# Coulomb blockade of a box with a nearly open point contact

A gated electron box joined to a reservoir by a tunnel barrier holds an integer number of electrons, and its charge rises in steps with gate voltage. With a fully transmitting channel the steps vanish. Matveev (1995) solved the regime next to that limit, one channel with a small reflection amplitude $r$.

## 1. Premises and conventions

1. The box has total capacitance $C_\Sigma$ and gate capacitance $C_g$. With $n$ the excess electron number, $H_C=E_c(n-n_g)^2$, $E_c=e^2/2C_\Sigma$, $n_g=C_gV_g/e$.
2. One orbital mode passes the contact, with transmission $1-|r|^2$ and $|r|\ll1$. Its dispersion is linear, with velocity $v$, over a band $D\gg E_c$, and $r$ is constant over energies of order $E_c$.
3. The level spacing $\delta$ of the box is negligible: an electron that enters does not return coherently, so the mode is an infinite 1D wire with the box at $x>0$.
4. There is no interaction besides $H_C$.

We set $\hbar=k_B=1$ until Section 7 and use imaginary time $\tau$. The constant $\gamma'=e^{\mathcal C}=1.781$ is the exponential of Euler's constant $\mathcal C=0.5772$.

Since $\partial H/\partial n_g=-2E_c(n-n_g)$, the free energy $F$ gives the charge exactly:

$$\langle n\rangle=n_g-\frac{1}{2E_c}\frac{\partial F}{\partial n_g}.\tag{1}$$

The box potential seen by a charge sensor is $e(n_g-\langle n\rangle)/C_\Sigma$, and the differential capacitance is $e\,\partial\langle n\rangle/\partial V_g=C_g\,\partial\langle n\rangle/\partial n_g$.

## 2. Bosonisation: the channel as a resistor

For spinless fermions with linear dispersion all particle-hole excitations are density waves. We take the standard bosonisation rules as given: the density is $\rho=-\partial_x\phi/\pi$, the action is $S_0=\frac1{2\pi}\int dx\,d\tau\,[(\partial_\tau\phi)^2/v+v(\partial_x\phi)^2]$, and $\psi_R^\dagger\psi_L\propto e^{2i\phi}$. The charge in the box is $n=\int_0^\infty\rho\,dx=\phi(0)/\pi$. Both $H_C$ and the backscattering involve $\phi(0)$ alone, so only its propagator is needed:

$$\langle|n_\omega|^2\rangle_0=\frac1{\pi^2}\int\frac{dq}{2\pi}\frac{\pi v}{\omega^2+v^2q^2}=\frac1{2\pi|\omega|}.$$

A term $E_c\,\delta n^2$, with $\delta n=n-n_g$, adds $2E_c$ to the inverse propagator:

$$\langle|\delta n_\omega|^2\rangle=\frac{1}{2\pi(|\omega|+\epsilon_1)},\qquad \epsilon_1=\frac{E_c}{\pi}.\tag{2}$$

In circuit terms $\epsilon_1=\hbar/RC_\Sigma$ with $R=h/e^2$. At $r=0$ the shift $\phi\to\phi+\pi n_g$ leaves $S_0$ unchanged and removes $n_g$, so $\langle n\rangle=n_g$ with no blockade.

**Backscattering.** The term $-v|r|(\psi_R^\dagger\psi_L+\text{h.c.})$ at $x=0$ reflects an amplitude $|r|$ in first order: integrating the wave equation $-iv\,\partial_x\psi_L\propto v|r|\delta(x)\psi_R$ across $x=0$ gives an outgoing $\psi_L$ of modulus $|r||\psi_R|$. Write $v\psi_R^\dagger\psi_L=A\,e^{2\pi in}$ and fix $A$ by the free-fermion correlator. Each fermion has $|\langle\psi(\tau)\psi^\dagger(0)\rangle|=1/2\pi v|\tau|$, so the product must give $1/(2\pi\tau)^2$. With a cutoff $e^{-|\omega|/D}$ and the Gaussian rule $\langle e^{iX}\rangle=e^{-\langle X^2\rangle/2}$,

$$\langle e^{2\pi i n(\tau)}e^{-2\pi i n(0)}\rangle_0=\exp\Big[-2\int_0^\infty\! d\omega\,\frac{1-\cos\omega\tau}{\omega}e^{-\omega/D}\Big]=\frac1{1+D^2\tau^2}.$$

At $D\tau\gg1$ this requires $A=D/2\pi$, hence

$$H_{bs}=-\frac{D|r|}{\pi}\cos 2\pi n.\tag{3}$$

The phase of $r$ only offsets $n_g$; it is chosen so that integer $n$ is favoured. Another cutoff shape changes $A$ and the averages below by compensating factors.

## 3. Spinless channel

To first order $\delta F=\langle H_{bs}\rangle$ and $\langle\cos2\pi n\rangle=\cos(2\pi n_g)\,e^{-2\pi^2\langle\delta n^2\rangle}$. At $T=0$, Eq. (2) gives

$$2\pi^2\langle\delta n^2\rangle=\int_0^\infty\frac{e^{-\omega/D}d\omega}{\omega+\epsilon_1}\simeq\ln\frac{D}{\gamma'\epsilon_1},\tag{4}$$

from the small-argument form of the exponential integral. The average is finite because $E_c$ cuts off the low-frequency fluctuations, and $D$ cancels:

$$\delta E=-\frac{\gamma'}{\pi^2}|r|E_c\cos2\pi n_g,\qquad \langle n\rangle=n_g-\frac{\gamma'|r|}{\pi}\sin2\pi n_g,\tag{5}$$

with $\gamma'/\pi=0.567$. The oscillation is linear in the amplitude $|r|$, so it survives when the conductance deficit $|r|^2$ is too small to notice.

**Temperature.** The integral becomes $\pi T\sum_m e^{-|\omega_m|/D}/(|\omega_m|+\epsilon_1)$ with $\omega_m=2\pi mT$. With $x=\epsilon_1/2\pi T$, the $m=0$ term is $1/2x$ and the rest sum to $\ln(D/2\pi T)-\mathcal C-\psi(1+x)$, where $\psi$ is the digamma function. Subtracting (4), the oscillation in (5) is multiplied by

$$f(x)=\exp\Big[\psi(1+x)-\ln x-\frac1{2x}\Big],\qquad x=\frac{E_c}{2\pi^2T}.\tag{6}$$

At low $T$, $f\simeq1-1/12x^2=1-\pi^4T^2/3E_c^2$. At high $T$ it decays mainly as $e^{-\pi^2T/E_c}$.

**Next order.** Define

$$g(u)=\int_0^\infty\frac{\cos t\,dt}{t+u}=-\mathrm{Ci}(u)\cos u-\big[\mathrm{Si}(u)-\tfrac\pi2\big]\sin u,$$

which behaves as $-\ln\gamma'u$ at small $u$ and $1/u^2$ at large $u$. From (2), $4\pi^2\langle\delta n(\tau)\delta n(0)\rangle=2g(\epsilon_1\tau)$. The second-order energy is $-\int_0^\infty d\tau\langle H_{bs}(\tau)H_{bs}(0)\rangle_{\rm conn}$. The gate-dependent part of the connected cosine correlator is $\frac12\cos(4\pi n_g)(\gamma'\epsilon_1/D)^2(e^{-2g}-1)$, so

$$\delta E^{(2)}=\frac{\gamma'^2|r|^2\epsilon_1J}{2\pi^2}\cos4\pi n_g,\qquad J=\int_0^\infty(1-e^{-2g})\,du=1.86.$$

Equation (1) turns this into $+(\gamma'^2J|r|^2/\pi^2)\sin4\pi n_g$ in $\langle n\rangle$, a second harmonic of relative size $\gamma'J|r|/\pi=1.06|r|$ in the charge and twice that in the capacitance. The integral converges, so this order brings no singularity.

## 4. Channel with spin: freezing the charge mode

Each spin has its own $n_\sigma$, with the free propagator above and a term (3). Put $n_c=n_\uparrow+n_\downarrow$ and $n_s=n_\uparrow-n_\downarrow$. Since $n_\uparrow^2+n_\downarrow^2=(n_c^2+n_s^2)/2$, each mode has inverse free propagator $\pi|\omega|$, and only $n_c$ feels $H_C$:

$$\langle|\delta n_{c,\omega}|^2\rangle=\frac1{\pi(|\omega|+\epsilon_2)},\quad\epsilon_2=\frac{2E_c}\pi,\qquad\langle|n_{s,\omega}|^2\rangle=\frac1{\pi|\omega|}.$$

The sum of two cosines gives

$$H_{bs}=-\frac{2D|r|}{\pi}\cos\pi n_c\cos\pi n_s.\tag{7}$$

The spin mode is not pinned, so $\langle\cos\pi n_s\rangle_0=0$ and the first order vanishes. At energies below $\epsilon_2$ the charge mode is fast and can be averaged. By the integral (4), $\pi^2\langle\delta n_c^2\rangle=\ln(D/\gamma'\epsilon_2)$, so $\langle\cos\pi n_c\rangle=\cos(\pi n_g)\sqrt{\gamma'\epsilon_2/D}$ and

$$H_{\rm eff}=-\lambda\cos\pi n_s,\qquad\lambda=\sqrt{\frac{8\gamma'E_cD}{\pi^3}}\,|r|\cos\pi n_g.\tag{8}$$

The correlator is now $\langle e^{i\pi n_s(\tau)}e^{-i\pi n_s(0)}\rangle=(1+D^2\tau^2)^{-1/2}\to1/D|\tau|$. In second order $-\int_0 d\tau\,\lambda^2/2D\tau$ diverges logarithmically at long times, so all orders are needed.

## 5. Refermionisation and exact solution

A decay $1/|\tau|$ is that of a free fermion without its sign. Introduce a chiral fermion $\Psi$ at the origin, with correlator $1/2\pi v\tau$, and a local Majorana operator $\eta=\eta^\dagger$, $\eta^2=1$, which anticommutes with $\Psi$ and has $\langle T_\tau\eta(\tau)\eta(0)\rangle_0=\mathrm{sgn}\,\tau$. Identify $e^{i\pi n_s}=\sqrt{2\pi v/D}\,\eta\Psi$. The two-point functions match. The higher ones match too: the Gaussian average of alternating exponentials, $\prod|\tau_{ij}|^{\pm1}$, is the modulus of the Cauchy determinant that Wick's theorem gives for $\Psi$, and the string of $\eta$ supplies the ordering sign. Then

$$H_{\rm eff}=-w\,\eta(\Psi-\Psi^\dagger),\qquad w=\frac\lambda2\sqrt{\frac{2\pi v}D}=\frac2\pi\sqrt{\gamma'E_cv}\,|r|\cos\pi n_g,$$

which is quadratic. The bare Green function of $\eta$ is $G_0=2/i\omega$. The operator $\chi=-i(\Psi-\Psi^\dagger)$ gets a particle and a hole term from each level $\xi_k=vk$, so the self-energy is

$$\Sigma=w^2\!\int\!\frac{dk}{2\pi}\Big[\frac1{i\omega-\xi_k}+\frac1{i\omega+\xi_k}\Big]=-\frac{iw^2}{v}\mathrm{sgn}\,\omega.$$

Hence $1-G_0\Sigma=1+\Gamma/|\omega|$ with $\Gamma=2w^2/v$, the decay rate of $\eta$:

$$\Gamma=\Gamma_0\cos^2\pi n_g,\qquad\Gamma_0=\frac{8\gamma'}{\pi^2}E_c|r|^2=1.44\,E_c|r|^2.\tag{9}$$

A Majorana mode has no independent partner at $-\omega$, so its determinant enters with power one half and only positive fermionic frequencies $\omega_m=2\pi T(m+\frac12)$ count. With an upper cutoff $\Lambda\sim E_c$, where the averaging of the charge mode stops being valid,

$$\delta F=-T\!\!\sum_{0<\omega_m<\Lambda}\!\ln\Big(1+\frac\Gamma{\omega_m}\Big),\qquad\frac{\partial\,\delta F}{\partial\Gamma}=-\frac{L}{2\pi},$$

$$L=\ln\frac{\Lambda}{2\pi T}-\psi\Big(\frac12+\frac{\Gamma}{2\pi T}\Big)\;\xrightarrow{T\to0}\;\ln\frac\Lambda\Gamma,\tag{10}$$

valid for $\Gamma,T\ll\Lambda$. The term linear in $\Gamma$ has coefficient $\Gamma/2\pi=\lambda^2/2D$, the logarithm found after (8). With $\partial\Gamma/\partial n_g=-\pi\Gamma_0\sin2\pi n_g$, Eq. (1) gives

$$\langle n\rangle=n_g-\frac{2\gamma'|r|^2}{\pi^2}\,L\,\sin2\pi n_g,\tag{11}$$

with $2\gamma'/\pi^2=0.361$.

**Fixing $\Lambda$.** The short-time region is perturbative, so second order in the full term (7) determines the cutoff. Here $\pi^2\langle\delta n_c(\tau)\delta n_c(0)\rangle=g(\epsilon_2\tau)$, and the gate-dependent part of $\langle\cos\pi n_c(\tau)\cos\pi n_c(0)\rangle$ is $\frac12\cos(2\pi n_g)(\gamma'\epsilon_2/D)e^{-g}$. Multiplying by $(2D|r|/\pi)^2/2D\tau$ and integrating to a long time $\tau_0$,

$$\delta E^{(2)}=-\frac{\Gamma_0}{4\pi}\cos2\pi n_g\int_0^{\tau_0}\frac{d\tau}\tau e^{-g(\epsilon_2\tau)}=-\frac{\Gamma_0}{4\pi}\cos2\pi n_g\,[\ln\epsilon_2\tau_0+\kappa],$$

$$\kappa=\int_0^1\frac{e^{-g}}u\,du-\int_1^\infty\frac{1-e^{-g}}u\,du=0.858.$$

In the quadratic model $\Gamma=\Gamma_0(1+\cos2\pi n_g)/2$ gives the same prefactor, and the sharp cutoff turns $1/\tau$ into $\int_0^\Lambda\sin\omega\tau\,d\omega=(1-\cos\Lambda\tau)/\tau$, whose integral is $\ln\Lambda\tau_0+\mathcal C$. Equating,

$$\Lambda=\frac{2e^{\kappa}}{\pi\gamma'}E_c=0.843\,E_c,\qquad \frac\Lambda\Gamma=\frac{0.584}{|r|^2\cos^2\pi n_g}.\tag{12}$$

**Capacitance.** At integer or half-integer $n_g$ the sine vanishes and the slope is $1\mp(4\gamma'|r|^2/\pi)L$, with $4\gamma'/\pi=2.27$. For $n_g=\frac12+s$, $|s|\ll1$ and $T=0$, $\Gamma\simeq\pi^2\Gamma_0s^2$ and differentiation of (11) gives

$$\frac{\partial\langle n\rangle}{\partial n_g}=1+\frac{4\gamma'|r|^2}\pi\Big[\ln\frac{\Lambda}{\pi^2\Gamma_0s^2}-2\Big].\tag{13}$$

The capacitance diverges logarithmically at half-integer $n_g$. At $s=0$ and finite $T$, $L=\ln(2\gamma'\Lambda/\pi T)$, because $\psi(\frac12)=-\mathcal C-2\ln2$.

**Two-channel Kondo meaning.** Near $n_g=\frac12$ the charge states $n=0,1$ form a pseudospin, the position of an electron (reservoir or box) is the conduction pseudospin, and the real spin labels two equivalent channels. The detuning $s$ acts as the magnetic field and the capacitance as the susceptibility. A Majorana coupled to a band is the low-energy form that Emery and Kivelson (1992) found for the two-channel Kondo model. The role of the Kondo temperature is played by an energy of order $E_c$, and $\Gamma\propto s^2$ is the crossover scale below which the system leaves the two-channel fixed point for a Fermi liquid. Stirling's formula applied to $\delta F$ at $T\ll\Gamma$ gives a term $+\frac12T\ln2$: the entropy $\frac12\ln2$ of the free Majorana, present at $\Gamma\ll T$, is quenched.

## 6. Range of validity

- **Small reflection.** Equation (5) has relative corrections $1.06|r|$. Equation (11) has relative corrections of order $\Gamma_0/\Lambda$.
- **Temperature.** For (10), $T\ll E_c/\pi^2$. Thermal charge fluctuations raise the variance and the short-time correlator in the exponent of $\delta E^{(2)}$ by $-\ln f$ each, so the oscillation in (11) falls by roughly $f^2$, with $x=\epsilon_2/2\pi T$.
- **Continuum.** $\delta\ll\max(T,\Gamma)$. Below $\delta$ returning electrons cut off the logarithm.
- **Equal channels.** For unequal amplitudes (7) becomes $-(D/\pi)[(|r_\uparrow|+|r_\downarrow|)\cos\pi n_c\cos\pi n_s-(|r_\uparrow|-|r_\downarrow|)\sin\pi n_c\sin\pi n_s]$. After averaging over the charge mode the two terms combine into one shifted cosine of $\pi n_s$, with $\Gamma=(2\gamma'E_c/\pi^2)(|r_\uparrow|^2+|r_\downarrow|^2+2|r_\uparrow||r_\downarrow|\cos2\pi n_g)$. It no longer vanishes at half-integer $n_g$, and the peak is rounded.
- **Channel count.** A (100) Si inversion layer has two low valleys. The spinful result needs one valley open and the other pinched off in the contact, which requires a valley splitting (typically a few tenths of a meV in MOS) larger than the energy width of the transmission step. The spinless result needs in addition a Zeeman splitting larger than that width. With both valleys and both spins open there are four species and Section 5 does not apply.
- **Smooth contact.** No resonance narrower than $E_c$, and a transit time below $\hbar/E_c$.

## 7. Illustration: a Si MOS box

Model inputs: a circular inversion-layer box of area $\mathcal A=1\ \mu\text{m}^2$ (radius $a=0.564\ \mu$m), oxide thickness $t=100$ nm, density $4\times10^{11}$ cm$^{-2}$, $T=100$ mK, typical values $\epsilon_{ox}\approx3.9$, $m^*\approx0.19\,m_e$ and $g$-factor $\approx2$, and the compiled static permittivity of Si, 11.7 (300 K, Ioffe Institute), used unchanged at low temperature.

**Scales.** $C_g=\epsilon_{ox}\epsilon_0\mathcal A/t=0.345$ fF. The capacitance through the substrate is estimated as that of a disc facing a half-space, $4\epsilon_{Si}\epsilon_0a=0.234$ fF. Then $C_\Sigma=0.579$ fF, $E_c=138\ \mu$eV (1.60 K), the gate period is $e/C_g=0.464$ mV and $\hbar/E_c=4.8$ ps. The level spacing per spin and valley is $\delta=2\pi\hbar^2/m^*\mathcal A=2.52\ \mu$eV (29 mK), so $E_c/\delta=55$. The Fermi energy of the four-fold degenerate layer is 2.5 meV, well above $E_c$; in the contact the band $D$ is smaller by the subband energy. At 100 mK, $k_BT=8.62\ \mu$eV $=3.4\,\delta$ and $2\pi k_BT=54.1\ \mu$eV.

The thick oxide was chosen to meet premise 3. With $C_g$ alone $E_c/\delta=t/a^*$, independent of area, with $a^*=a_0\epsilon_{ox}m_e/m^*=1.09$ nm and $a_0$ the Bohr radius. This bound is 92 here and 9.2 for a 10 nm oxide.

**Spinless, $|r|=0.1$** (transmission 0.99; the Zeeman splitting is 116 µeV per tesla, so several tesla are needed). Here $x=0.81$ and $f=0.89$. The charge oscillates about $n_g$ with amplitude $0.051$ electrons, or $2E_c/e\times0.051=14\ \mu$V in box potential. The slope is $1-0.32\cos2\pi n_g$, and the second harmonic adds about $0.075\cos4\pi n_g$ (its $T=0$ value).

**With spin, $|r|=0.2$** (transmission 0.96). $\Gamma_0=8.0\ \mu$eV, $\Lambda=116\ \mu$eV, and the prefactors are $2\gamma'|r|^2/\pi^2=0.0144$ and $4\gamma'|r|^2/\pi=0.091$.

| $n_g$ | $\Gamma$ (µeV) | $L$ | result |
|---|---|---|---|
| 0 | 8.0 | 2.14 | slope 0.81, or 0.28 fF |
| 1/4 | 4.0 | 2.40 | $\langle n\rangle-n_g=-0.035$ |
| 1/2 | 0 | 2.73 | slope 1.25, or 0.43 fF |

The neglected terms are $\Gamma_0/\Lambda=0.07$ and the thermal factor $f^2=0.94$ at $x=1.62$, each acting on the oscillating part, so the last digit of each slope is uncertain by about two units. The peak grows by 0.21 per decade of cooling, and only 0.11 of that is available before $k_BT$ reaches $\delta$. These are the model's numbers. Typical few-electron Si MOS dots, tens of nanometres wide under about 10 nm of oxide, have charging energies of several meV or more, over ten times larger, and level spacings that are a sizeable fraction of $E_c$. They fall outside premise 3, and the logarithmic peak is not expected in them.